**Student:** Here is the table, made for the exercise and rounded as data are. A water–ethanol–toluene sample at fixed pressure has the overall composition of its plait point at $T_p = 300$ K, and it splits on cooling. $L$ is the tie-line length in mole fraction and $I$ the relative critical scattering of one phase at zero wavevector, each good to 1 %. Also $\tau = (T_p-T)/T_p$.

| $T_p-T$ (mK) | $\tau$ | $L$ | $I$ |
|---|---|---|---|
| 3 | $10^{-5}$ | 0.0191 | 504 |
| 30 | $10^{-4}$ | 0.0435 | 22.2 |
| 300 | $10^{-3}$ | 0.0984 | 1.00 |

The end-to-end slopes are $b = \ln(0.0984/0.0191)/\ln 100 = 0.356$ and $g = \ln 504/\ln 100 = 1.351$. Why aren't these simply $\beta$ and $\gamma$?

**Lecturer:** Because $L = Bt^{\beta}$ and $I\propto t^{-\gamma}$ hold in $t$, the distance from the plait line in field variables, while you fixed the composition. Take as potential $\omega$ the chemical potential of water, a function of $T$ and of the chemical-potential differences, all in units of $RT_p$. Let $u$ be the composition coordinate normal to the limiting tie line, oriented towards ethanol, and $\mu$ its conjugate field. The coordinate along the tie line only sets the phase amounts. On the coexistence surface $\omega = \omega_{\rm reg} - At^{2-\alpha}$ with $t = \tau - k\,\delta\mu$, and $A,k>0$. To leading orders

$$u-u_c = -\frac{\partial\omega}{\partial\mu}-u_c = \chi\,\delta\mu + s\tau - k(2-\alpha)A\,t^{1-\alpha},\qquad \chi>0 .$$

Set $u=u_c$ and eliminate $\delta\mu$. Then $c\tau = t + k^2(2-\alpha)(A/\chi)\,t^{1-\alpha}$ with $c = 1+ks/\chi$, taken positive. Rescaling $t$ by $c$ gives

$$\tau = t+\kappa\,t^{1-\alpha},\qquad \kappa = k^2(2-\alpha)A\,c^{-\alpha}/\chi .$$

**Student:** For $\alpha>0$ the second term wins, so $t\propto\tau^{1/(1-\alpha)}$.

**Lecturer:** That is Fisher's renormalization of 1968: $\beta\to\beta/(1-\alpha)$ and $\gamma\to\gamma/(1-\alpha)$. The entropy contains $t^{1-\alpha} = (\tau-t)/\kappa$, so its singular part goes as $t$, the heat capacity as $\tau^{\alpha/(1-\alpha)}$, and $\alpha\to-\alpha/(1-\alpha)$: a finite cusp. An ordering line of an alloy crossed at fixed composition obeys the same algebra.

**Student:** Then I can invert. The scaling law $\alpha+2\beta+\gamma=2$ gives $S\equiv 2b+g=(2-\alpha)/(1-\alpha)$. Carrying unrounded values, $S=2.063$, so $\alpha=(S-2)/(S-1)=0.059$, $\beta=b(1-\alpha)=0.335$ and $\gamma=1.271$. Unique.

**Lecturer:** Only if the limit is reached. With $r=\kappa t^{-\alpha}$ and the singular share $w=r/(1+r)$,

$$y\equiv\frac{d\ln t}{d\ln\tau}=\frac{1}{1-\alpha w}.$$

Your slopes are $b=\beta y$ and $g=\gamma y$, with $y$ averaged over the window. So $S=(2-\alpha)/(1-\alpha w)$ for an effective $w$, and

$$\alpha=\frac{S-2}{Sw-1}.$$

That is a curve of solutions. You picked its end $w=1$, where $\alpha$ is smallest. The two slopes alone fix that lower bound and the ratio $\gamma/\beta=g/b=3.80$, from which $y$ cancels.

**Student:** But $w$ drifts, so the plots bend. I have a middle row.

**Lecturer:** Size the bend: $dy/d\ln\tau=-\alpha^2w(1-w)y^3$. First close the problem with one outside input. The plait point is taken to be in the three-dimensional Ising class, with $\alpha\approx0.110$ as an approximate given value. Then $y=S/(2-\alpha)=1.092$ and $w=(1-1/y)/\alpha=0.76$, with $\beta=b/y=0.326$ and $\gamma=g/y=1.238$. The bend now says that the slope of $I$ changes by $\gamma\ln10\;dy/d\ln\tau=-0.008$ from the lower decade to the upper.

**Student:** The table gives $\log_{10}22.2-\log_{10}(504/22.2)=-0.010$. That favours you.

**Lecturer:** It doesn't. That second difference has an uncertainty $\sqrt6\,(0.01)/\ln10=0.011$, so your straight line survives too. At $\alpha = 0.110$, $r$ grows only by $10^{\alpha}=1.29$ per decade of $t$. These data cannot yield $\alpha$ and $\kappa$ separately.

**Student:** Given $\alpha$, I assign $w$ to the middle row. Then $r=w/(1-w)=3.2$, $t=\tau/(1+r)=2.4\times10^{-5}$, $\kappa=rt^{\alpha}=1.0$ and $B=L/t^{\beta}=1.4$.

**Lecturer:** Solving the crossover equation with those parameters, unrounded, returns all rows within 0.5 %, which justifies the midpoint assignment. Since $w$ rises monotonically with $S$ and $\kappa$ with $w$, the solution is now unique. The asymptotic exponents are $\beta/(1-\alpha)=0.366$, $\gamma/(1-\alpha)=1.391$ and $-\alpha/(1-\alpha)=-0.124$. Your slopes lie between the bare and the renormalized values.

**Student:** How do the 1 % errors carry through?

**Lecturer:** If independent, each slope has $\sigma=\sqrt2\,(0.01)/\ln100=0.0031$, so $\sigma_S=\sqrt5\,\sigma=0.0069$, and your bound reads $0.059\pm0.006$. From $\beta=(2-\alpha)b/(2b+g)$ follows $\sigma_\beta=(2-\alpha)\sigma\sqrt{b^2+g^2}/S^2=0.002$. The crossover fares worse. Here $dw/dS=(2-\alpha)/(\alpha S^2)=4.0$ gives $\sigma_w=0.03$, and $d\ln\kappa/dw=(1-\alpha w)/[w(1-w)]=5.1$ turns that into 14 % on $\kappa$.

**Student:** And what we left out?

**Lecturer:** Two things compete. An offset of 0.1 mK in $T_p$ moves the smallest $\tau$ by 3.3 % and $S$ by 0.015, about twice $\sigma_S$, yet leaves $g/b$ untouched. Then the Wegner correction multiplies $L$ by $1+at^{\Delta}$, with $\Delta\approx0.5$ as an approximate input. Assume $a=1$. Between $t=1.9\times10^{-6}$ and $2.9\times10^{-4}$, the end rows, it adds 0.003 to $b$. That is small beside $b-\beta=0.030$, but it puts 0.007 into $S$, as much as $\sigma_S$, and a similar term acts on $I$.

**Student:** So 14 % is optimistic.

**Lecturer:** Yes. These effects could more than double it, so read $\kappa$ as of order one. And $\kappa$, $B$ and $w$ are the model's numbers, drawn from a constructed table. They are not properties of real water–ethanol–toluene.